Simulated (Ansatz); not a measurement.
## Mg: pressure against volume scale

All results are calculated (Ansatz 0.2.0). Periodic Kohn-Sham DFT of a crystal at fixed atoms, scaled to volume_scale times the given cell; pressure positive in compression, energy less spherical unpolarised free atoms, largest_vzz the field gradient of largest size among the nuclei.

The cell before it is scaled or strained (space group Fm-3m, No. 225):
```
Mg
1.0
      0.0000     2.2443     2.2443
      2.2443     0.0000     2.2443
      2.2443     2.2443     0.0000
Mg
1
Direct
  0.00000 0.00000 0.00000
```

Settings of every row: method all-electron PAW; functional LDA; relativity scalar; k mesh 16x16x16; filling fermi-dirac; smearing width 0.03 eV; nucleus gaussian.

Atom start moment: 0 on all atoms.

Limits: the cell comes from a prototype or a list of computed structures and needn't be the stable phase.

| row | volume scale | V (Å³/atom) | pressure (GPa) |
| --- | --- | --- | --- |
| 1 | 0.94 | 21.252 | 1.039 |
| 2 | 0.9405 | 21.263 | 1.016 |
| 3 | 0.96 | 21.704 | ? |
| 4 | 0.98 | 22.156 | -0.611 |
| 5 | 0.99 | 22.382 | -0.973 |
| 6 | 1 | 22.607 | -1.318 |
| 7 | 1.01 | 22.835 | -1.645 |
| 8 | 1.02 | 23.061 | -1.956 |
| 9 | 1.04 | 23.513 | -2.532 |

Question: what pressure should row 3 give?

Worked fit of pressure. Take u = (V_r/V)^(2/3) − 1 with V_r = 22.495 Å³ an atom, which is twice the finite (Eulerian) strain; such expansions in the strain, on which the Birch-Murnaghan equation of state is built, carry the rest volume and the bulk modulus. The shown rows have u = 0.03862, 0.03826, 0.01017, 0.00336, -0.00331, -0.00995, -0.01643, -0.02908. Least squares give pressure = −1.1476 + 51.457 × u + 133.31 × u² GPa; a straight line predicts inner rows, each left out in turn, worse (root mean square 0.065 against 0.0013 GPa). The rows lie off it by 0.000, 0.000, -0.001, 0.000, -0.002, 0.001, 0.001, -0.001. The pressure vanishes at u = 0.0211, or V = 21.8 Å³ an atom, and there the bulk modulus at fixed shape and fractions is B = −V dP/dV = (2/3)(1 + u) dP/du = 38.9 GPa. The withheld row has u = 0.02415, so the fit gives −1.1476 + 51.457 × (0.02415) + 133.31 × (0.02415)² = 0.173 GPa.

The calculation gave 0.172 GPa. The fit lies 0.001 GPa (0.028 % of the column's range) above it, one unit of the last digit.
